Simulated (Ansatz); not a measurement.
# SiH2Cl− (SMILES [SiH2-]Cl): methods side by side

SiH2Cl− has 4 atoms, charge -1, and is taken as a singlet. SMILES: `[SiH2-]Cl`. Geometry: relaxed at GFN2-xTB.

```xyz
4

Si   -0.4879    0.4312    0.2539
Cl    1.6721   -0.1225    0.7745
H    -0.9711   -0.9776    0.1654
H    -0.2132    0.6688   -1.1938
```

Quantity: the energy change with the Si1–H4 bond stretched from 1.493 to 2.985 Å, in eV. The values are calculated.

```
                      level                    kind  program  value (eV)  less FCI/STO-3G  CPU time (all runs)
     HF/STO-3G (restricted)            Hartree–Fock   Ansatz        6.11            +1.85               0.22 s
 revPBE/STO-3G (restricted)                     GGA   Ansatz        3.97            -0.29                2.1 s
 r2SCAN/STO-3G (restricted)                meta-GGA   Ansatz        4.37            +0.11                5.5 s
r2SCAN0/STO-3G (restricted)         hybrid meta-GGA   Ansatz        4.91            +0.65                5.2 s
  HSE06/STO-3G (restricted)  range-separated hybrid   Ansatz        4.72            +0.46                2.4 s
RPA@PBE/STO-3G (restricted)                     RPA   Ansatz        3.97            -0.29                2.9 s
    MP2/STO-3G (restricted)     perturbation theory   Ansatz        5.12            +0.86               0.28 s
 CCSDTQ/STO-3G (restricted)   coupled cluster or CI   Ansatz        4.25            -0.01                4.6 s
                 FCI/STO-3G      exact in the basis   Ansatz        4.26             0.00               0.64 s
```

FCI/STO-3G is exact within its basis and frozen core, so for wave-function methods in that basis the difference is their error; functionals converge differently with the basis, so for them it is only a difference. Spin-restricted single references rise too steeply as a bond breaks, Hartree–Fock most of all. Sets without diffuse functions describe the anion poorly. The first shape isn't each level's own minimum. The values span 3.97 to 6.11 eV. All rows use very small basis sets, so even the best lies far from the true value. Times are those of the runs behind each value, whatever else they computed, on shared processors of several kinds: orders of magnitude only.

Stretching the Si–H bond brings σ and σ* closer together, so the singlet needs a growing share of the doubly excited σ*² configuration. A single closed-shell determinant instead retains too much ionic character, which accounts for most of the Hartree–Fock excess of 1.85 eV. MP2 removes just over half of this, but its pairwise, low-order correction cannot properly describe the near-degeneracy. CCSDTQ comes within 0.01 eV of FCI, so connected excitations beyond quadruples matter little for this energy difference.

Among the functionals, adding exact exchange to r2SCAN raises the value from 4.37 to 4.91 eV. The more localised semilocal exchange hole partly mimics the missing left–right correlation, and exact exchange weakens that compensation. The closeness of r2SCAN to FCI therefore probably reflects error cancellation rather than a sound description of the stretched bond. RPA and revPBE give the same value, but this does not imply that they describe the correlation alike. The energy at a single finite stretch does not establish a dissociation limit or how the charge divides between the fragments.
